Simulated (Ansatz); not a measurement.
Ge: the change of energy above lowest point with volume scale

All results are calculated (Ansatz 0.2.0). Free energy against uniform scaling of the volume at fixed shape and fractions; periodic cell, basis, potentials, k mesh and filling as listed.

The cell before it is scaled or strained (space group Fmmm, No. 69):
```
cell vectors (Å)
   0.0000     2.8857     5.1157
   2.6305     0.0000     5.1157
   2.6305     2.8857     0.0000
atoms (fractions of the cell vectors)
Ge  0.78187  0.78187  0.21813
Ge  0.21813  0.21813  0.78187
Ge  0.27351  0.72649  0.27351
Ge  0.72649  0.27351  0.72649
```

Settings of every row: functional LDA; dispersion none; potentials PAW; wave cutoff 517.02 eV; density cutoff 2068.1 eV; k mesh 6x6x6; k shift 0x0x0; occupations gaussian; smearing width 0.15 eV; spin none.

Limits: coarse k mesh, up to 40 meV an atom off; the cell comes from a prototype or a list of computed structures and needn't be the stable phase.

| row | volume scale | V (Å³/atom) | energy above lowest point (meV/atom) |
| --- | --- | --- | --- |
| 1 | 0.92 | 17.863 | 0 |
| 2 | 0.9467 | 18.381 | 0.7 |
| 3 | 0.9733 | 18.898 | 8.2 |
| 4 | 1 | 19.416 | 21.7 |
| 5 | 1.0267 | 19.935 | ? |
| 6 | 1.0533 | 20.451 | 62.9 |
| 7 | 1.08 | 20.97 | 89.3 |

Question: what energy above lowest point should row 5 give?

Worked fit of energy above lowest point. Take u = (V_r/V)^(2/3) − 1 with V_r = 19.157 Å³ an atom, which is twice the finite (Eulerian) strain; such expansions in the strain, on which the Birch-Murnaghan equation of state is built, carry the rest volume and the bulk modulus. The shown rows have u = 0.04773, 0.02795, 0.00912, -0.00891, -0.04264, -0.0585. Least squares give energy above lowest point = 14.29 − 749.1 × u + 9287 × u² + 2943 × u³ meV/atom; a parabola predicts inner rows, each left out in turn, worse (root mean square 0.14 against 0.046 meV/atom). All shown rows lie on it to the printed digit. Its lowest point lies at u = 0.0396, or V = 18.07 Å³ an atom, and the curvature there gives the bulk modulus at fixed shape and fractions, B = (4/9)(1 + u)² E″(u)/V = 82.1 GPa. Letting shape and atoms relax would as a rule lower it, by much in layered, chain or molecular crystals. The withheld row has u = -0.02619, so the fit gives 14.29 − 749.1 × (-0.02619) + 9287 × (-0.02619)² + 2943 × (-0.02619)³ = 40.2 meV/atom.

The calculation gave 40.2 meV/atom. The fit meets it to the printed digit.
